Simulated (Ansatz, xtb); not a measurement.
**Two isomers of BFH4NSi+**

Structure a is `B=[NH+][SiH2]F`, a singlet and structure b is `FB[NH+]=[SiH2]`, a singlet. Both are isolated ions in the gas phase, relaxed with B3LYP-D3(BJ)/6-311G**; the shapes shown needn't be the lowest conformers.

a (Å):

```yaml
atoms:
  - { symbol: B, position_ang: [-1.7124, 1.0584, 0.5905] }
  - { symbol: F, position_ang: [-0.1773, -1.1429, 1.1726] }
  - { symbol: N, position_ang: [-1.5862, 0.2985, -0.4665] }
  - { symbol: Si, position_ang: [-0.5945, -1.2728, -0.3729] }
  - { symbol: H, position_ang: [-1.8049, 1.7129, 1.5515] }
  - { symbol: H, position_ang: [-2.0246, 0.5493, -1.3553] }
  - { symbol: H, position_ang: [0.5382, -1.0926, -1.2826] }
  - { symbol: H, position_ang: [-1.5393, -2.3645, -0.6149] }
```

b (Å):

```xyz
8

B    -1.5317    0.2291   -1.6440
F    -0.4681    0.0743   -2.3830
N    -2.7913   -0.3242   -2.1777
Si   -4.2711   -0.2538   -1.4280
H    -1.5295    0.7771   -0.5967
H    -2.7095   -0.7820   -3.0868
H    -4.3335    0.4142   -0.1256
H    -5.4256   -0.8571   -2.1015
```

Quicker runs give these differences E(b) − E(a): GFN2-xTB −0.388 eV; HF/STO-3G −1.655 eV (at GFN2-xTB geometries); r2SCAN-D4/def2-SVP −0.478 eV (at GFN2-xTB geometries).

Problem. Estimate E(b) − E(a) at the level CCSD(T)/def2-TZVP.

Solution. Calculated at CCSD(T)/def2-TZVP: E(b) − E(a) = −0.146 eV, so structure b lies lower.

Level by level:

```json
{"level": "GFN2-xTB", "geometry": "GFN2-xTB", "E(b) − E(a) (eV)": "−0.388", "departure from the last row (eV)": "−0.242", "job, with rough time for the two": "optimisation, 0.13 s"}
{"level": "HF/STO-3G", "geometry": "GFN2-xTB", "E(b) − E(a) (eV)": "−1.655", "departure from the last row (eV)": "−1.509", "job, with rough time for the two": "single point, 0.2 s"}
{"level": "r2SCAN-D4/def2-SVP", "geometry": "GFN2-xTB", "E(b) − E(a) (eV)": "−0.478", "departure from the last row (eV)": "−0.333", "job, with rough time for the two": "single point, 2.4 s"}
{"level": "B3LYP-D3(BJ)/6-311G**", "geometry": "B3LYP-D3(BJ)/6-311G**", "E(b) − E(a) (eV)": "−0.281", "departure from the last row (eV)": "−0.135", "job, with rough time for the two": "optimisation, 27 s"}
{"level": "HF/def2-TZVP", "geometry": "B3LYP-D3(BJ)/6-311G**", "E(b) − E(a) (eV)": "−0.024", "departure from the last row (eV)": "+0.122", "job, with rough time for the two": "part of the CCSD(T) run"}
{"level": "MP2/def2-TZVP", "geometry": "B3LYP-D3(BJ)/6-311G**", "E(b) − E(a) (eV)": "−0.127", "departure from the last row (eV)": "+0.018", "job, with rough time for the two": "part of the CCSD(T) run"}
{"level": "CCSD(T)/def2-TZVP", "geometry": "B3LYP-D3(BJ)/6-311G**", "E(b) − E(a) (eV)": "−0.146", "departure from the last row (eV)": "", "job, with rough time for the two": "single point, 49 s"}
```

As drawn, b has 1 B–F, 1 B–N, 1 N=Si in place of 1 B=N, 1 N–Si, 1 F–Si.

The levels shown agree on the order. The largest departure from CCSD(T)/def2-TZVP is that of HF/STO-3G, 1.509 eV.

With harmonic frequencies from B3LYP-D3(BJ)/6-311G** (ideal gas, rigid rotor, one conformer each, 298.15 K, 1 atm): on the last row, ΔE + ΔZPE = −0.100, ΔH = −0.107, ΔG = −0.088 eV.

The correlated steps freeze 8 core orbitals. Programs: Ansatz 0.2.0, xtb 6.7.1; the last row on 2 threads of Arm Neoverse V2 on a shared host.

Moving fluorine from silicon to boron is favourable here, but only slightly, because the gain at one centre is largely paid for at the other. Ion a is essentially a borinium ion, with nearly linear two-coordinate boron and a short B–N bond through which nitrogen feeds its lone pair into an empty boron p orbital. In b, boron gains a strong B–F bond with π donation from fluorine, while the electron deficiency passes to planar silicon. Nitrogen now donates chiefly to silicon, as the shortened Si–N and lengthened B–N bonds show, but the more diffuse silicon 3p orbital makes this π bond weaker than B=N. This compensation probably explains the near balance.

Hartree–Fock with the larger basis makes the ions almost degenerate, and correlation adds to the preference for b. The exaggerated HF/STO-3G gap therefore probably reflects mainly the minimal basis, which lacks the polarisation functions needed for silicon's polar bonds to fluorine and nitrogen. The computed free energy still favours b, but says nothing about the barrier to fluorine migration.
